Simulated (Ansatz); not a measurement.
CaMg: phonon heat capacity and phonon entropy against temperature

Harmonic vibrational free energy, entropy and heat capacity at constant volume, per atom, from the force constants of a q mesh, imaginary modes left out; plane waves with PAW datasets, Gamma-centred k mesh. The results are calculated, by Ansatz 0.2.0.

Structure of every row (space group Pm-3m, No. 221):
```
cell vectors (Å)
   3.9277     0.0000     0.0000
   0.0000     3.9277     0.0000
   0.0000     0.0000     3.9277
atoms (fractions of the cell vectors)
Ca  0.00000  0.00000  0.00000
Mg  0.50000  0.50000  0.50000
```

Settings of every row: functional PBEsol; dispersion none; spin none; wave cutoff 420 eV; k mesh 10x10x10; occupations fermi dirac; smearing width 0.15 eV; pressure 0 GPa; phonon method linear response; q mesh 2x2x2.

Limits: coarse q mesh; levels loosely converged; metal sensitive to the k mesh; the cell comes from a prototype or a list of computed structures and needn't be the stable phase.

```csv
row,temperature (K),phonon heat capacity (kB/atom),phonon entropy (kB/atom),phonon free energy (meV/atom)
1,200,2.745,3.359,-1.6
2,300,2.882,4.503,-35.8
3,400,2.933,5.34,-78.3
4,500,2.956,5.997,-127.3
5,600,?,?,?
6,700,2.977,6.996,-239.7
7,800,2.983,7.394,-301.7
8,900,2.986,7.745,-367
9,1000,2.989,8.06,-435.1
```

Question: what phonon heat capacity and phonon entropy should row 5 give?

Worked fit of phonon heat capacity. At high temperature a harmonic heat capacity falls short of its limit by a term in 1/T², so take t = (100 K / T)². The shown rows have t = 0.25, 0.11111, 0.0625, 0.04, 0.02041, 0.01562, 0.01235, 0.01. Least squares give phonon heat capacity = 2.9996 − 1.0893 × t + 0.284 × t² kB/atom; a straight line predicts inner rows, each left out in turn, worse (root mean square 0.0017 against 0.00045 kB/atom). All shown rows lie on it to the printed digit. The constant, 2.9996 kB/atom, is to be held against the harmonic limit of 3 k_B an atom. The withheld row has t = 0.02778, so the fit gives 2.9996 − 1.0893 × (0.02778) + 0.284 × (0.02778)² = 2.970 kB/atom.

The calculation gave 2.97 kB/atom. The fit meets it to the printed digit.

Worked fit of phonon entropy. Entropy rises as the heat capacity times the change of ln T, so take t = ln(T / 300 K). The shown rows have t = -0.4055, 0, 0.2877, 0.5108, 0.8473, 0.9808, 1.0986, 1.204. Least squares give phonon entropy = 4.5097 + 2.87329 × t + 0.06573 × t² kB/atom; a straight line predicts inner rows, each left out in turn, worse (root mean square 0.016 against 0.0051 kB/atom). The rows lie off it by 0.004, -0.007, -0.002, 0.002, 0.005, 0.003, -0.001, -0.004 (root mean square 0.0039 kB/atom), a smooth pattern that one more power would take up: the form is only approximate. The slope at t = 0, 2.87 kB/atom, estimates the heat capacity at 300 K. The withheld row has t = 0.6931, so the fit gives 4.5097 + 2.87329 × (0.6931) + 0.06573 × (0.6931)² = 6.533 kB/atom.

The calculation gave 6.537 kB/atom. The fit lies 0.004 kB/atom (0.085 % of the column's range) below it; its largest miss of a shown row is 0.007 kB/atom.

The other values of row 5: phonon free energy -181.3 meV/atom.
